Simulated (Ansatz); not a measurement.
TaN: largest V_zz and pressure against volume scale

Periodic Kohn-Sham DFT of a crystal at fixed atoms, scaled to volume_scale times the given cell; pressure positive in compression, energy less spherical unpolarised free atoms, largest_vzz the field gradient of largest size among the nuclei. The results are calculated, by Ansatz 0.2.0.

The cell before it is scaled or strained (space group P-62m, No. 189):
```
TaN
1.0
      5.1960     0.0000     0.0000
     -2.5980     4.4999     0.0000
      0.0000     0.0000     2.9110
Ta N
3 3
Direct
  0.33333 0.66667 0.50000
  0.66667 0.33333 0.50000
  0.00000 0.00000 0.00000
  0.39285 0.00000 0.00000
  0.60715 0.60715 0.00000
  0.00000 0.39285 0.00000
```

Settings of every row: method all-electron PAW; functional PBEsol; relativity scalar; k mesh 6x6x9; filling fermi-dirac; smearing width 0.01 eV; nucleus gaussian.

Atom start moment: 0 on all atoms.

Limits: field gradient without spin-orbit coupling on heavy atoms; no gap: field gradients move with the k mesh; no spin-orbit coupling on heavy atoms.

| row | volume scale | V (Å³/atom) | largest V_zz (1e21 V/m^2) | pressure (GPa) |
| --- | --- | --- | --- | --- |
| 1 | 0.94 | 10.663 | ? | ? |
| 2 | 0.96 | 10.89 | -19.261 | 10.269 |
| 3 | 0.98 | 11.117 | -18.633 | 2.865 |
| 4 | 0.99 | 11.23 | -18.327 | -0.554 |
| 5 | 1 | 11.344 | -18.028 | -3.796 |
| 6 | 1.01 | 11.457 | -17.735 | -6.871 |
| 7 | 1.02 | 11.571 | -17.449 | -9.788 |
| 8 | 1.04 | 11.798 | -16.895 | -15.178 |
| 9 | 1.06 | 12.025 | -16.366 | -20.024 |

Question: what largest V_zz and pressure should row 1 give?

Worked fit of largest V_zz. Take t = volume scale − 1. The shown rows have t = -0.04, -0.02, -0.01, 0, 0.01, 0.02, 0.04, 0.06. Least squares give largest V_zz = −18.0281 + 29.58 × t − 31.29 × t² 1e21 V/m^2; a straight line predicts inner rows, each left out in turn, worse (root mean square 0.024 against 0.00048 1e21 V/m^2). The rows lie off it by 0.000, -0.001, 0.000, 0.000, 0.000, 0.000, 0.000, 0.000. The withheld row has t = -0.06, so the fit gives −18.0281 + 29.58 × (-0.06) − 31.29 × (-0.06)² = -19.916 1e21 V/m^2.

The calculation gave -19.938 1e21 V/m^2. The fit lies 0.022 1e21 V/m^2 (0.62 % of the column's range) above it; its largest miss of a shown row is 0.001 1e21 V/m^2. This row lies beyond the range of the fit.

Worked fit of pressure. Take u = (V_r/V)^(2/3) − 1 with V_r = 11.401 Å³ an atom, which is twice the finite (Eulerian) strain; such expansions in the strain, on which the Birch-Murnaghan equation of state is built, carry the rest volume and the bulk modulus. The shown rows have u = 0.03104, 0.01696, 0.01013, 0.00335, -0.00326, -0.00982, -0.02256, -0.0349. Least squares give pressure = −5.3673 + 464.035 × u + 1270.94 × u² GPa; a straight line predicts inner rows, each left out in turn, worse (root mean square 0.42 against 0.014 GPa). The rows lie off it by 0.008, -0.003, -0.018, 0.003, -0.004, 0.014, 0.011, -0.010 (root mean square 0.01 GPa). The pressure vanishes at u = 0.0112, or V = 11.21 Å³ an atom, and there the bulk modulus at fixed shape and fractions is B = −V dP/dV = (2/3)(1 + u) dP/du = 332 GPa. Letting shape and atoms relax would as a rule lower it, by much in layered, chain or molecular crystals. The withheld row has u = 0.04562, so the fit gives −5.3673 + 464.035 × (0.04562) + 1270.94 × (0.04562)² = 18.447 GPa.

The calculation gave 18.499 GPa. The fit lies 0.052 GPa (0.13 % of the column's range) below it; its largest miss of a shown row is 0.018 GPa. This row lies beyond the range of the fit.
